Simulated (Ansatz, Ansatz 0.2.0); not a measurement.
# Enthalpy of formation of B2 NiAl with LDA, PBEsol and PBE, against two differing calorimetric values

## Starting point

The reference is a formation enthalpy of NiAl from the elements at 298 K, $-0.641 \pm 0.012$ eV/atom, obtained by high-temperature calorimetry and compiled in "Experimental formation enthalpies for intermetallic phases and other inorganic compounds" (2017, PubMed Central 5654376). Calorimetry by another group gives $-0.604$ eV/atom. The two values lie 0.037 eV/atom apart, about three times the quoted standard deviation, so that deviation understates the real uncertainty of the quantity. The composition and degree of order of the sample are not given with the value. Both matter in principle, because NiAl takes up nickel vacancies on the Al-rich side and nickel antisites on the Ni-rich side.

| compared with | measured | source's wording or label | T (K) | method |
| --- | --- | --- | --- | --- |
| ΔH per atom (eV/atom) | −0.641 ± 0.012 | -0.641 ± 0.012 eV/atom | room temperature | high-temperature calorimetry |

Conditions are those given with the value in the passage it was taken from; "not stated" means there, and the paper may say more elsewhere. The values are a selection: others may have been left out beforehand as unlike or outlying.

## Choices

We look for the cheapest level that gives the enthalpy of formation of NiAl within 0.05 eV/atom of the reference. This limit is wider than the gap between the two calorimetric values; a much narrower one would test the choice of laboratory as much as the functional. A result that meets the limit against one of the two values and fails it against the other will be called undecided.

The model is the perfectly ordered, stoichiometric B2 crystal with two atoms in the cell. Its energy is taken relative to fcc aluminium and fcc nickel, with compound and elements relaxed at the same level. The database cell, $a = 2.881$ Å, is about 0.2 % short and serves only as a start. Stable nickel is ferromagnetic, and any error in its reference energy enters the result per atom at half weight.

The calculated energies are static, whereas the measurement refers to 298 K. For a compound of two metals the zero-point and thermal terms largely cancel against those of the elements, and we allow roughly 0.01 eV/atom for what remains. We begin with LDA and go on to gradient-corrected functionals, testing the k mesh where the verdict will rest. Meta-GGAs are worth their higher cost only if the simpler functionals fail.

System: NiAl, cubic Pm-3m intermetallic; Pm-3m (No. 221), 2 atoms in the primitive cell; the database structure is an entry taken as a start alone: a = 2.881 Å; structure from the Crystallography Open Database; note on this database entry: about 0.2 % short.

## 1. LDA as the starting point

LDA is the simplest functional and a fair first trial here, since no molecule enters the reference energies. It overbinds solids, but part of that error is common to the alloy and the elements. We expect an enthalpy somewhat too negative, and the run will show whether the remainder exceeds the limit.

**Run 1.** Ansatz 0.2.0: LDA, compound and elements relaxed, PAW set soft_2, cutoff 420 eV, 12x12x12 k mesh, Gaussian smearing 0.1 eV.

Key lines of the input:
```
crystal:
  # lattice and atoms
kpoints:
  mp_grid: { grid: [12, 12, 12] }
hamiltonian:
  xc: lda
scf:
  occupations: { method: gaussian, width: 0.1 }
output:
  forces: true
  stress: true
basis:
  ecutwfc: 420.0
relax:
  adjacent_minimum: "off"
  f_tol: 0.005
  max_steps: 60
  cell: { stress_tol: 0.03 }
```

Command:
```
ansatz run input.yaml --threads 4 --pin off --max-ram 8192MiB --backend cpu --events-out ev --progress --plain --runs-dir out
```

Selected lines of the output:
```
[AlNi, 2 atoms, space group Pm-3m, 12x12x12 mesh] E sigma→0 (E₀):  -6287.661423 eV
[Al, 1 atoms, space group Fm-3m, 16x16x16 mesh] E sigma→0 (E₀):  -512.883526 eV
[Ni, 1 atoms, space group Fm-3m, 20x20x20 mesh, spin-polarised] E sigma→0 (E₀):  -5773.378137 eV
```

Converged; 16 s on 4 cores of Arm Neoverse V1, shared host.

| quantity | run 1 | measured | deviation |
| --- | --- | --- | --- |
| ΔH per atom (eV/atom) | −0.6999 | −0.641 ± 0.012 | −0.0589 (−9.2 %) |
| ΔH per mole of formula units (kJ/mol) | −135.1 |  |  |
| conventional cell volume (Å³) | 22.73 |  |  |

LDA gives $-0.6999$ eV/atom, too exothermic by 0.0589 eV/atom. This is a narrow miss of the 0.05 eV/atom limit, and the other calorimetric value, $-0.604$ eV/atom, would widen it to 0.096 eV/atom. The sign is the expected one: LDA binds the alloy too strongly even relative to its own elements. The relaxed cell, at 22.73 Å$^3$, is also clearly smaller than the starting cell, which is itself slightly short.

The nickel reference was treated as spin-polarised, as it has to be. The enthalpy is a small difference between large total energies, so compound and elements must always be taken from the same functional and the same potentials.

## 2. A gradient correction made for solids

We replace LDA by PBEsol and keep the cutoff, mesh and smearing, so that the change in enthalpy belongs to the functional. PBEsol was designed to correct the lattice constants of solids, and the step from LDA adds little to the cost. We expect a larger cell and a somewhat less negative enthalpy; a shift of only 0.01 eV/atom would bring the result inside the limit.

**Run 2.** Ansatz 0.2.0: PBEsol, compound and elements relaxed, PAW set soft_2, cutoff 420 eV, 12x12x12 k mesh, Gaussian smearing 0.1 eV.

Key lines of the input, as changed from run 1:
```diff
  hamiltonian:
-   xc: lda
+   xc: pbesol
```

Selected lines of the output:
```
[AlNi, 2 atoms, space group Pm-3m, 12x12x12 mesh] E sigma→0 (E₀):  -6330.861290 eV
[Al, 1 atoms, space group Fm-3m, 16x16x16 mesh] E sigma→0 (E₀):  -524.553958 eV
[Ni, 1 atoms, space group Fm-3m, 20x20x20 mesh, spin-polarised] E sigma→0 (E₀):  -5804.973952 eV
```

Converged; 15 s, same machine.

| quantity | run 2 | measured | deviation |
| --- | --- | --- | --- |
| ΔH per atom (eV/atom) | −0.6667 | −0.641 ± 0.012 | −0.0257 (−4.0 %) |
| ΔH per mole of formula units (kJ/mol) | −128.7 |  |  |
| conventional cell volume (Å³) | 23.46 |  |  |

PBEsol gives $-0.6667$ eV/atom. The gradient correction has made the enthalpy less exothermic by 0.0332 eV/atom and enlarged the cell, both as expected, at practically the same cost as LDA. The deviation from the reference is now 0.0257 eV/atom, well inside the limit. Against the other calorimetric value it is about 0.063 eV/atom, which is outside. By the rule set at the start, PBEsol is therefore undecided.

## 3. The k mesh under PBEsol

PBEsol exceeds the limit against the less exothermic value by only about 0.013 eV/atom, so we need to know how much of the enthalpy depends on Brillouin-zone sampling. Both NiAl and nickel are metals with d states near the Fermi level, and their sampling errors need not cancel. We repeat the calculation with a coarser and a denser mesh. The denser one tests the result; the coarser one shows whether the work could have been done more cheaply. We expect shifts of a few meV/atom at most, too small to settle the matter.

**Run 3.** Ansatz 0.2.0: PBEsol, compound and elements relaxed, PAW set soft_2, cutoff 420 eV, 8x8x8 k mesh, Gaussian smearing 0.1 eV.

Key lines of the input, as changed from run 2:
```diff
  kpoints:
-   mp_grid: { grid: [12, 12, 12] }
+   mp_grid: { grid: [8, 8, 8] }
```

Selected lines of the output:
```
[AlNi, 2 atoms, space group Pm-3m, 8x8x8 mesh] E sigma→0 (E₀):  -6330.857161 eV
[Al, 1 atoms, space group Fm-3m, 10x10x10 mesh] E sigma→0 (E₀):  -524.528569 eV
[Ni, 1 atoms, space group Fm-3m, 12x12x12 mesh, spin-polarised] E sigma→0 (E₀):  -5804.971192 eV
```

Converged; 6.8 s, same machine.

**Run 4.** Ansatz 0.2.0: PBEsol, compound and elements relaxed, PAW set soft_2, cutoff 420 eV, 16x16x16 k mesh, Gaussian smearing 0.1 eV.

Key lines of the input, as changed from run 2:
```diff
  kpoints:
-   mp_grid: { grid: [12, 12, 12] }
+   mp_grid: { grid: [16, 16, 16] }
```

Selected lines of the output:
```
[Al, 1 atoms, space group Fm-3m, 22x22x22 mesh] E sigma→0 (E₀):  -524.549924 eV
[Ni, 1 atoms, space group Fm-3m, 26x26x26 mesh, spin-polarised] E sigma→0 (E₀):  -5804.972830 eV
```

Converged; 30 s, same machine.

| quantity | run 3 | run 4 | measured |
| --- | --- | --- | --- |
| ΔH per atom (eV/atom) | −0.6787 | −0.6706 | −0.641 ± 0.012 |
| ΔH per mole of formula units (kJ/mol) | −131.0 | −129.4 |  |
| conventional cell volume (Å³) | 23.47 | 23.45 |  |

The denser mesh gives $-0.6706$ eV/atom, a shift of 0.0039 eV/atom from the 12×12×12 result. PBEsol stays undecided: it deviates by 0.0296 eV/atom from the reference and by about 0.067 eV/atom from the other calorimetric value.

The coarse mesh gives $-0.6787$ eV/atom, 0.0081 eV/atom from the densest result and more than the few meV/atom we had expected. The three values do not change monotonically, so we do not extrapolate them. The largest change comes from aluminium, not from the d states of nickel that we had suspected. Between the two coarser settings the energy of Al falls by 0.025 eV, while those of NiAl and Ni move by about 0.004 and 0.003 eV. In a nearly free-electron metal, the sharp Fermi surface is enough to make a coarse mesh unreliable. The saving in time is not worth this error, and we keep the 12×12×12 mesh for comparing functionals.

## 4. PBE in place of PBEsol

Sampling does not remove the ambiguity, so we change the functional again. PBE is of the same type as PBEsol and should cost about the same, but it binds solids less strongly. We expect a larger cell and a less negative enthalpy. A value between about $-0.65$ and $-0.59$ eV/atom would meet the limit against both calorimetric results.

**Run 5.** Ansatz 0.2.0: PBE, compound and elements relaxed, PAW set soft_2, cutoff 420 eV, 12x12x12 k mesh, Gaussian smearing 0.1 eV.

Key lines of the input, as changed from run 1:
```diff
  hamiltonian:
-   xc: lda
+   xc: pbe
```

Converged; 13 s, same machine.

| quantity | run 5 | measured | deviation |
| --- | --- | --- | --- |
| ΔH per atom (eV/atom) | −0.6495 | −0.641 ± 0.012 | −0.0085 (−1.3 %) |
| ΔH per mole of formula units (kJ/mol) | −125.3 |  |  |
| conventional cell volume (Å³) | 24.22 |  |  |

PBE gives $-0.6495$ eV/atom, less exothermic than PBEsol on the same mesh by 0.0172 eV/atom. It deviates from the reference by 0.0085 eV/atom, less than the quoted standard deviation, and from the other calorimetric value by about 0.046 eV/atom. PBE thus meets the limit against both, though only narrowly against the second.

That second margin, 0.0045 eV/atom, is hardly larger than the 0.0039 eV/atom by which PBEsol moved on the densest mesh. A denser mesh under PBE is not shown in this report, and the PBEsol shift cannot simply be carried over. The pass against the reference itself has a margin of about 0.042 eV/atom, roughly three and a half times the largest shift between any two of the PBEsol meshes, 0.0120 eV/atom.

The cell has grown to 24.22 Å$^3$, about 1.3 % above the starting volume. Part of this excess reflects the starting cell, which is short by about 0.6 % in volume; the rest is in the direction usual for PBE. We stop here, since a meta-GGA would add cost without being needed for the limit we set.

## Table of results

| run | settings | ΔH per atom (eV/atom) | deviation | cost |
| --- | --- | --- | --- | --- |
| 1 | LDA, 12x12x12 k mesh | −0.6999 | −0.0589 (−9.2 %) | 66 core-s |
| 2 | PBEsol, 12x12x12 k mesh | −0.6667 | −0.0257 (−4.0 %) | 60 core-s |
| 3 | PBEsol, 8x8x8 k mesh | −0.6787 | −0.0377 (−5.9 %) | under 1 core-min |
| 4 | PBEsol, 16x16x16 k mesh | −0.6706 | −0.0296 (−4.6 %) | 2 core-min |
| 5 | PBE, 12x12x12 k mesh | −0.6495 | −0.0085 (−1.3 %) | under 1 core-min |
|  | measured | −0.641 ± 0.012 |  |  |

Further runs on the same system, made beside this series (convergence steps with loose settings among them):

| further | settings | ΔH per atom (eV/atom) | deviation | cost |
| --- | --- | --- | --- | --- |
| F1 | r2SCAN, cutoff 520 eV, 12x12x12 k mesh | −0.6728 | −0.0318 (−5.0 %) | 2.9 core-min |
| F2 | r2SCAN+rVV10, cutoff 520 eV, 12x12x12 k mesh | −0.6662 | −0.0252 (−3.9 %) | 2.6 core-min |
| F3 | PBEsol+D3(BJ), cutoff 420 eV, 12x12x12 k mesh | −0.7025 | −0.0615 (−9.6 %) | 70 core-s |
| F4 | BLYP, cutoff 420 eV, 12x12x12 k mesh | −0.6366 | +0.0044 (+0.7 %) | 68 core-s |
| F5 | PBEsol, cutoff 570 eV, 12x12x12 k mesh | −0.6666 | −0.0256 (−4.0 %) | 76 core-s |
|  | measured | −0.641 ± 0.012 |  |  |

## Judgement

PBE meets the target: its $-0.6495$ eV/atom lies 0.0085 eV/atom from the reference, against a limit of 0.05, and took under one core-minute. Against the other calorimetric value the pass is narrow, with 0.0045 eV/atom to spare, too little to rank levels on.

LDA narrowly misses the reference. PBEsol meets it but fails against the second value, and so remains undecided. All three cost about the same, so the change of functional mattered and the price did not.

The mesh tests were made under PBEsol and do not prove PBE converged. Their largest shift is well below PBE's margin against the reference, but larger than its margin against the second value. Raising the PBEsol cutoff to 570 eV changes the enthalpy by only 0.0001 eV/atom.

The further runs give no reason to climb higher. r2SCAN, with or without rVV10, costs more and is undecided like PBEsol, on the overbinding side usual for this family in intermetallics. Adding D3 to PBEsol turns its result into a miss. BLYP comes closest to the reference, but it describes metals poorly in general, and we put its agreement down to cancellation.

PBE also relies on errors shared by alloy and elements cancelling, which is more plausible between metals than where molecules enter. Its remaining deviation is no larger than our rough 0.01 eV/atom allowance for zero-point and thermal terms, whose sign is not shown in this report. Defects or incomplete order in the sample could make the measured value less exothermic, in the direction of the deviation, but this is conjecture. Which calorimetric value is nearer the truth stays open.

[Logs are printed without paths, hosts, clocks, repeated set-up lines and the standing remarks that a program may print on its own settings, such as how far it seeks lower states.]

[The runs shown are a pick from a larger set of finished runs; failed, doubtful and other runs were left out of it ahead of writing. So were measured values far from every level or from commonly accepted values, and agreement can look better than it is. Lines of input and output are excerpts and may be shortened.]
